**MP2 error along a stretched Si–H bond: smooth shortfall or separating spins?**

The table holds energies of the radical AlH₂–SiH₂ along a rigid stretch of one Si–H bond, from unrestricted HF, MP2, CCSD(T) and two density functionals with the def2-TZVPP basis. The program fits a fixed share of the correlation energy, smooth polynomials and Morse curves to the seven rows up to 1.863 Å and continues the smooth curves to the last two. It also evaluates a two-site Hubbard model, with no parameter fitted to the molecule, for the signs expected when the two spins of a bond separate. The MP2 error in the last row exceeds its smooth continuation by about 0.14 to 0.15 eV. Against polynomial continuations, HF bends down relative to CCSD(T) and the second-order correlation energy weakens by about three times as much, with the signs that the model gives. The model does not explain the smaller, smooth error at shorter distances, and CCSD(T) itself is uncertain in the last row.

Ansatz 0.2.0 calculations on the radical AlH₂–SiH₂ (doublet) with the def2-TZVPP basis, unrestricted orbitals, and frozen cores in MP2 and CCSD(T). The stretch is the length of one Si–H bond, with all else held as in the PBE0-D4/def2-TZVP minimum structure. Energies are relative to that structure, computed with the same method.

## Numerical check

```python
# Table: rigid Si-H stretch of the AlH2-SiH2 doublet, energies (eV) from the minimum; Ansatz 0.2.0,
# def2-TZVPP, unrestricted HF, MP2, CCSD(T), r2SCAN-D4, wB97M-V; T1 diagnostic.
# Tested: why MP2-CCSD(T) grows: (A) overcorrelation, (B) fixed/smooth share of correlation,
# (C) failing CCSD(T), (D) spin-polarising reference (two-site Hubbard model, signs only).
T = {
    'x': [1.219, 1.282, 1.374, 1.481, 1.599, 1.727, 1.863, 2.006, 2.156],  # Å
    'ccsd_t': [0.944, 0.491, 0.123, 0.0, 0.104, 0.383, 0.774, 1.223, 1.694],  # eV
    'r2scan_d4': [0.956, 0.502, 0.13, 0.0, 0.096, 0.364, 0.747, 1.196, 1.672],  # eV
    'wb97m_v': [0.911, 0.468, 0.112, -0.001, 0.114, 0.404, 0.811, 1.284, 1.787],  # eV
    'hf': [0.934, 0.478, 0.113, -0.001, 0.123, 0.434, 0.871, 1.377, 1.858],  # eV
    'mp2': [0.924, 0.473, 0.112, -0.001, 0.12, 0.422, 0.848, 1.361, 2.013],  # eV
    'err': [-0.021, -0.018, -0.011, -0.001, 0.016, 0.04, 0.074, 0.138, 0.319],  # eV
    't1': [0.014, 0.014, 0.014, 0.015, 0.015, 0.016, 0.017, 0.024, 0.051],
}
import numpy as np
from scipy.optimize import curve_fit
x, cc, r2, wb, hf, mp, err, t1 = (np.array(T[k], float) for k in
    ["x", "ccsd_t", "r2scan_d4", "wb97m_v", "hf", "mp2", "err", "t1"])
n = 7  # fits use rows up to 1.863 A (T1 < 0.02); last two rows are predicted
print("floor: energy 0.0005 eV, difference 0.001 eV; x rounding x slope up to %.3f eV"
      % (0.0005 * np.max(abs(np.diff(cc) / np.diff(x)))))
print("x/A    err   MP2-HF  CC-HF  share  r2-CC  wB-CC  MP2-r2 MP2-wB  T1 (eV)")
for i in range(len(x)):
    c = cc[i] - hf[i]
    sh = "%6.2f" % ((mp[i] - hf[i]) / c) if abs(c) > 0.005 else "   n/a"
    print("%.3f %+.3f %+.3f %+.3f %s %+.3f %+.3f %+.3f %+.3f %.3f" % (x[i], err[i], mp[i] - hf[i],
          c, sh, r2[i] - cc[i], wb[i] - cc[i], mp[i] - r2[i], mp[i] - wb[i], t1[i]))
print("err as %% of CCSD(T), last three rows: %.1f %.1f %.1f" % tuple(100 * err[-3:] / cc[-3:]))
print("err ratio last/1.863 A: %.1f; T1 ratio: %.1f" % (err[-1] / err[6], t1[-1] / t1[6]))
a, b = (cc - hf), (mp - hf)
f = a[:n] @ b[:n] / (a[:n] @ a[:n])
print("B fixed share f=%.2f; resid MP2-HF (eV):" % f, " ".join("%+.3f" % v for v in b - f * a))
print("Smooth fits on 7 rows: order, rms, excess (table-fit) at last two rows, eV")
d = x - x[3]
ex = {}
for name, y in [("MP2-CC", err), ("HF-CC", hf - cc), ("MP2-HF", mp - hf),
                ("r2-CC", r2 - cc), ("wB-CC", wb - cc)]:
    s = "%-7s" % name
    for o in (2, 3):
        r = y - np.polyval(np.polyfit(d[:n], y[:n], o), d)
        ex[name, o] = r[n:]
        s += " | o%d rms %.4f  %+.3f %+.3f" % (o, np.sqrt(np.mean(r[:n]**2)), r[n], r[n + 1])
    print(s)
for o in (2, 3):
    print("order %d, last row: E2 loss / HF gain = %.1f" % (o, -ex["MP2-HF", o][1] / ex["HF-CC", o][1]))
morse = lambda r, D, al, re, c: D * (1 - np.exp(-al * (r - re)))**2 + c
print("Morse on 7 rows: re/A, k/(eV/A^2), rms, resid last two (eV) | slopes last 3 steps (eV/A)")
for name, y in [("CCSD(T)", cc), ("r2SCAN", r2), ("wB97M-V", wb), ("HF", hf), ("MP2", mp)]:
    p, _ = curve_fit(morse, x[:n], y[:n], p0=[3.5, 1.5, 1.48, 0.0], maxfev=20000)
    r = y - morse(x, *p)
    sl = (np.diff(y) / np.diff(x))[-3:]
    print("%-8s %.3f %.1f %.4f %+.3f %+.3f | %.2f %.2f %.2f" % (name, p[2], 2 * p[0] * p[1]**2,
          np.sqrt(np.mean(r[:n]**2)), r[n], r[n + 1], *sl))
print("Hubbard dimer, units of U (signs only): U/t, RMP2-ex, UMP2-ex, E2(U), HF gain, E2 loss, loss/gain")
for u in (1.0, 2.0, 2.2, 2.5, 3.0, 4.0):
    t = 1 / u
    exact = (1 - np.sqrt(1 + 16 * t * t)) / 2
    rhf, e2r = -2 * t + 0.5, -1 / (16 * t)
    uhf, e2u = (-2 * t * t, -(2 * t)**4 / 8) if u > 2 else (rhf, e2r)
    g, l = rhf - uhf, e2u - e2r
    print("%.1f %+.3f %+.3f %+.3f %.3f %.3f %s" % (u, rhf + e2r - exact, uhf + e2u - exact,
          e2u, g, l, "%.1f" % (l / g) if g > 0 else "-"))
assert np.all(err[4:] > 0) and np.all(np.diff(err) > 0)      # against A
assert np.argmin(mp - hf) == 6 and mp[-1] > hf[-1]           # E2 change turns round
assert max(abs(r2[-1] - cc[-1]), abs(wb[-1] - cc[-1])) < err[-1] / 3
assert ex["MP2-HF", 2][1] > 0 > ex["HF-CC", 2][1]            # opposite bends
```

It prints:

```
floor: energy 0.0005 eV, difference 0.001 eV; x rounding x slope up to 0.004 eV
x/A    err   MP2-HF  CC-HF  share  r2-CC  wB-CC  MP2-r2 MP2-wB  T1 (eV)
1.219 -0.021 -0.010 +0.010  -1.00 +0.012 -0.033 -0.032 +0.013 0.014
1.282 -0.018 -0.005 +0.013  -0.38 +0.011 -0.023 -0.029 +0.005 0.014
1.374 -0.011 -0.001 +0.010  -0.10 +0.007 -0.011 -0.018 +0.000 0.014
1.481 -0.001 +0.000 +0.001    n/a +0.000 -0.001 -0.001 +0.000 0.015
1.599 +0.016 -0.003 -0.019   0.16 -0.008 +0.010 +0.024 +0.006 0.015
1.727 +0.040 -0.012 -0.051   0.24 -0.019 +0.021 +0.058 +0.018 0.016
1.863 +0.074 -0.023 -0.097   0.24 -0.027 +0.037 +0.101 +0.037 0.017
2.006 +0.138 -0.016 -0.154   0.10 -0.027 +0.061 +0.165 +0.077 0.024
2.156 +0.319 +0.155 -0.164  -0.95 -0.022 +0.093 +0.341 +0.226 0.051
err as % of CCSD(T), last three rows: 9.6 11.3 18.8
err ratio last/1.863 A: 4.3; T1 ratio: 3.0
B fixed share f=0.21; resid MP2-HF (eV): -0.012 -0.008 -0.003 -0.000 +0.001 -0.001 -0.002 +0.017 +0.190
Smooth fits on 7 rows: order, rms, excess (table-fit) at last two rows, eV
MP2-CC  | o2 rms 0.0006  +0.023 +0.151 | o3 rms 0.0002  +0.018 +0.137
HF-CC   | o2 rms 0.0003  -0.005 -0.076 | o3 rms 0.0003  -0.004 -0.072
MP2-HF  | o2 rms 0.0007  +0.028 +0.226 | o3 rms 0.0003  +0.021 +0.207
r2-CC   | o2 rms 0.0011  +0.014 +0.034 | o3 rms 0.0003  +0.004 +0.006
wB-CC   | o2 rms 0.0015  +0.014 +0.034 | o3 rms 0.0003  -0.000 -0.007
order 2, last row: E2 loss / HF gain = 3.0
order 3, last row: E2 loss / HF gain = 2.9
Morse on 7 rows: re/A, k/(eV/A^2), rms, resid last two (eV) | slopes last 3 steps (eV/A)
CCSD(T)  1.482 18.3 0.0012 +0.012 +0.037 | 2.88 3.14 3.14
r2SCAN   1.486 17.9 0.0015 +0.020 +0.057 | 2.82 3.14 3.17
wB97M-V  1.477 18.6 0.0016 +0.018 +0.056 | 2.99 3.31 3.35
HF       1.475 19.6 0.0018 +0.015 -0.010 | 3.21 3.54 3.21
MP2      1.476 19.2 0.0020 +0.037 +0.199 | 3.13 3.59 4.35
Hubbard dimer, units of U (signs only): U/t, RMP2-ex, UMP2-ex, E2(U), HF gain, E2 loss, loss/gain
1.0 -0.001 -0.001 -0.062 0.000 0.000 -
2.0 -0.007 -0.007 -0.125 0.000 0.000 -
2.2 -0.009 +0.039 -0.085 0.004 0.052 12.6
2.5 -0.013 +0.072 -0.051 0.020 0.105 5.3
3.0 -0.021 +0.086 -0.025 0.056 0.163 2.9
4.0 -0.043 +0.074 -0.008 0.125 0.242 1.9
```
